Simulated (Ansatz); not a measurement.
**Abstraction of H: C2H6Se + CH5OSi → C2H5Se + CH6OSi**

Species: C2H6Se `CC[SeH]`, singlet; CH5OSi `CO[SiH2]`, doublet; C2H5Se `CC[Se]`, doublet; CH6OSi `CO[SiH3]`, singlet. A radical takes H: the energy is the difference in strength between the Se–H bond broken and the Si–H bond made.

Shapes, held fixed at every level: PBE0-D4/def2-TZVP. Flexible molecules stand in one conformer, not always the lowest. Programs: Ansatz 0.2.0. The zero-point and thermal change to 298 K, harmonic and unscaled (PBE0-D4/def2-TZVP), is +0.8 kJ/mol.

Problem. Estimate ΔH(298 K) of this reaction.

Solution. The highest level, CCSD(T)/def2-TZVPP, gives ΔH(298 K) = -56.7 kJ/mol; the levels span -83.1 to -46.6. The column of differences is taken from that level and isn't an error. No measured value is set beside it here. Open shells run unrestricted unless RO is named. Relativity is left out for Se unless named. Correlated rows may include outer-core shells of Se, which these sets cover unevenly.

| level | kind | ΔH(298 K) (kJ/mol) | less CCSD(T)/def2-TZVPP |
| --- | --- | --- | --- |
| HF/def2-TZVPP | Hartree–Fock | -83.1 | -26.4 |
| BHLYP-D4/def2-TZVPP | global hybrid | -66.5 | -9.8 |
| PBE0-D4/def2-TZVPP | global hybrid | -46.6 | +10.1 |
| B2PLYP/def2-TZVPP | double hybrid | -57.2 | -0.5 |
| MP2/def2-SVP | perturbation theory | -56.8 | -0.1 |
| CCSD(T)/def2-SVP | coupled cluster or CI | -60.1 | -3.4 |
| CCSD/def2-TZVPP | coupled cluster or CI | -61.3 | -4.6 |
| CCSD(T)/def2-TZVPP | coupled cluster or CI | -56.7 | 0.0 |

Every level makes hydrogen transfer from selenium to silicon clearly exothermic, so the Si–H bond formed is stronger than the Se–H bond broken. Selenium binds hydrogen through a nearly pure 4p orbital in a bond of little polarity, while silicon uses a hybrid containing 3s in a bond polarised towards hydrogen. The selenium radical keeps its unpaired electron in an essentially nonbonding p orbital, so the weakness of Se–H owes little to delocalisation into the ethyl group.

Hartree–Fock exaggerates the preference, probably because the electron pair lost from Se–H, close to the selenium lone pairs, carries more correlation energy than the pair gained in Si–H. Connected triples continue the shift towards a less exothermic reaction, from -61.3 to -56.7 kJ/mol. The near-coincidence of MP2/def2-SVP with the largest coupled-cluster calculation reflects compensation between basis and correlation treatment, since CCSD(T) in the same small basis gives -60.1 kJ/mol. The favourable enthalpy doesn't establish a low barrier or a fast abstraction.
